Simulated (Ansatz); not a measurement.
Li: pressure against volume per atom

Results calculated with Ansatz 0.2.0, not measured. Periodic Kohn-Sham DFT of a crystal at fixed atoms; pressure and stress are positive in compression; the energy is the free energy less that of spherical unpolarised free atoms; site moments are those in the method's own spheres, positive along +z.

Cell of the first row (space group Im-3m, No. 229):
```
CELL_PARAMETERS angstrom
-1.71430 1.71430 1.71430
1.71430 -1.71430 1.71430
1.71430 1.71430 -1.71430
ATOMIC_POSITIONS crystal
Li 0.00000 0.00000 0.00000
```

Settings of every row: method frozen-core PAW; functional PBEsol; relativity scalar; k mesh 15x15x15; filling fermi-dirac; smearing width 0.08 eV; wave cutoff 420 eV; paw set soft_2.

Atom start moment: 0 on all atoms.

Limits: PAW files made with PBE.

| row | volume per atom (Å³) | pressure (GPa) |
| --- | --- | --- |
| 1 | 20.151 | 0.066 |
| 2 | 20.366 | ? |
| 3 | 20.58 | -0.216 |
| 4 | 21.009 | -0.473 |
| 5 | 21.223 | -0.593 |
| 6 | 21.438 | -0.708 |
| 7 | 21.652 | -0.818 |
| 8 | 21.866 | -0.923 |
| 9 | 22.295 | -1.12 |
| 10 | 22.509 | -1.212 |
| 11 | 22.724 | -1.3 |

Question: what pressure should row 2 give?

Worked fit of pressure. Take u = (V_r/V)^(2/3) − 1 with V_r = 21.545 Å³ an atom, which is twice the finite (Eulerian) strain; such expansions in the strain, on which the Birch-Murnaghan equation of state is built, carry the rest volume and the bulk modulus. The shown rows have u = 0.0456, 0.03102, 0.01694, 0.01009, 0.00332, -0.0033, -0.00981, -0.02255, -0.02876, -0.0349. Least squares give pressure = −0.7638 + 16.588 × u + 35.14 × u² GPa; a straight line predicts inner rows, each left out in turn, worse (root mean square 0.018 against 0.00035 GPa). The rows lie off it by 0.000, -0.001, 0.000, 0.000, 0.000, 0.000, 0.000, 0.000, 0.000, 0.000. The pressure vanishes at u = 0.0423, or V = 20.25 Å³ an atom, and there the bulk modulus at fixed shape and fractions is B = −V dP/dV = (2/3)(1 + u) dP/du = 13.6 GPa. The withheld row has u = 0.03823, so the fit gives −0.7638 + 16.588 × (0.03823) + 35.14 × (0.03823)² = -0.078 GPa.

The calculation gave -0.078 GPa. The fit meets it to the printed digit.
